**Speaker:** The rattler result treats the cage as a point. A guest of mass $m$ hangs on a spring $K=m\omega_0^2$ from one host coordinate $u$ carrying the cell mass $M$. With $\mu=m/M$,
$$\omega^2\Big[1+\frac{\mu\omega_0^2}{\omega_0^2-\omega^2}\Big]=\omega_h(q)^2 ,$$
where $\omega_h$ is the empty-host branch. The assumption enters in the guest force $-K(v-u)$, which gives all cage atoms one phase.

Drop it for LaFe$_4$Sb$_{12}$. Twelve Sb sit at $a(0,\pm y,\pm z)$ and cyclic permutations around the guest, each on a central spring $k$ along the unit vector $\hat n_j$. Take a longitudinal wave along [100], host atoms moving as $u\,e^{iqx_j}$, with phase measured from the guest. Mirror planes decouple the transverse motion, $\sum_j k n_{jx}^2=4k=K$, and the drive on the guest is $\sum_j k n_{jx}^2e^{iqx_j}u=KS(q)u$ with
$$S(q)=\frac{y^2\cos qay+z^2\cos qaz}{y^2+z^2}=1-\tfrac12q^2\ell^2+\dots,\qquad \ell^2=a^2\frac{y^4+z^4}{y^2+z^2}.$$
The equations become $M\omega^2u=(M\omega_h^2+K)u-KSv$ and $m\omega^2v=Kv-KSu$. Eliminating $v$,
$$\omega^2\Big[1+\frac{\mu\omega_0^2}{\omega_0^2-\omega^2}\Big]=\omega_h^2+\frac{\mu\omega_0^4(1-S^2)}{\omega_0^2-\omega^2},$$
and the first correction has $1-S^2\simeq q^2\ell^2$. The uncoupled levels meet where $\omega_h^2+\mu\omega_0^2=\omega_0^2$, at $q_c$, and there $\omega_\pm^2=\omega_0^2(1\pm\sqrt\mu\,S)$.

**Question:** How large is it?

**Speaker:** Take typical inputs $a=9.14$ Å, $y=0.337$, $z=0.160$, $\hbar\omega_0=7$ meV (81 K), and $\omega_h=v_sq$ with $\hbar v_s=30$ meV Å. The masses $m=138.9$ u and $M=1684.5$ u give $\mu=0.0825$. Then $\ell=2.85$ Å and $q_c=\omega_0\sqrt{1-\mu}/v_s=0.22$ Å$^{-1}$, which is 0.33 of the zone-boundary value $2\pi/a$. The leading term $q_c^2\ell^2/2$ is 0.20, the quartic term returns 0.008, and the full $S(q_c)$ is 0.80. The splitting $\hbar(\omega_+-\omega_-)$ at $q_c$ falls from 2.0 to 1.6 meV.

**Question:** Does the gap survive?

**Speaker:** In this branch, yes. The lower root never exceeds $\omega_0$. Since $S(0)=1$, the upper root still starts at $\hbar\omega_0\sqrt{1+\mu}=7.3$ meV. First-order perturbation of the two $q=0$ modes gives
$$\omega_+^2\simeq(1+\mu)\omega_0^2+\frac{\mu(v_s^2-\ell^2\omega_0^2)q^2}{1+\mu},\qquad \omega_-^2\simeq\frac{(v_s^2+\mu\ell^2\omega_0^2)q^2}{1+\mu}.$$
Here $\hbar\omega_0\ell=20$ meV Å is below $\hbar v_s$, so the upper edge remains a minimum. The guest springs, now strained by sound, raise the squared velocity by 3.7 per cent.

**Question:** And dilute random guests?

**Speaker:** Eliminate one guest. Between longitudinal waves $q$ and $q'$ on this axis the added force-constant element is
$$K\Big[S(q-q')-S(q)S(q')\frac{\omega_0^2}{\omega_0^2-\omega^2}\Big].$$
For $S=1$ it equals $-\omega^2\,m\omega_0^2/(\omega_0^2-\omega^2)$, the mass defect whose Born rate goes as $\omega^4\omega_0^4/(\omega_0^2-\omega^2)^2$ until radiation damping cuts the pole. With the extended cage the squared pole term carries $S(q)^2$, 0.65 at $q_c$, from the incoming phonon alone. Outgoing phonons of all directions and polarisations add their own averaged factor, which also scales the radiation width.

**Question:** What rivals the correction?

**Speaker:** Host curvature is minor: a sine dispersion peaking at the zone boundary lowers $\omega_h(q_c)$ by 4 per cent. Internal strain matters more, because the free $y$ and $z$ relax under compression. If cage atoms move as $u\,e^{iqx_j}(1+iq\eta x_j)$, then $1-S\simeq(1+2\eta)q^2\ell^2/2$, the same order in $q$. An illustrative $\eta=\pm0.2$ spreads $1-S$ from 0.12 to 0.28. Non-central springs and springs to Fe also change $\ell$. So the model's statement, which is no property of the crystal, has one figure: the cage size cuts the splitting by about a fifth, to between 1.4 and 1.8 meV for that range of $\eta$.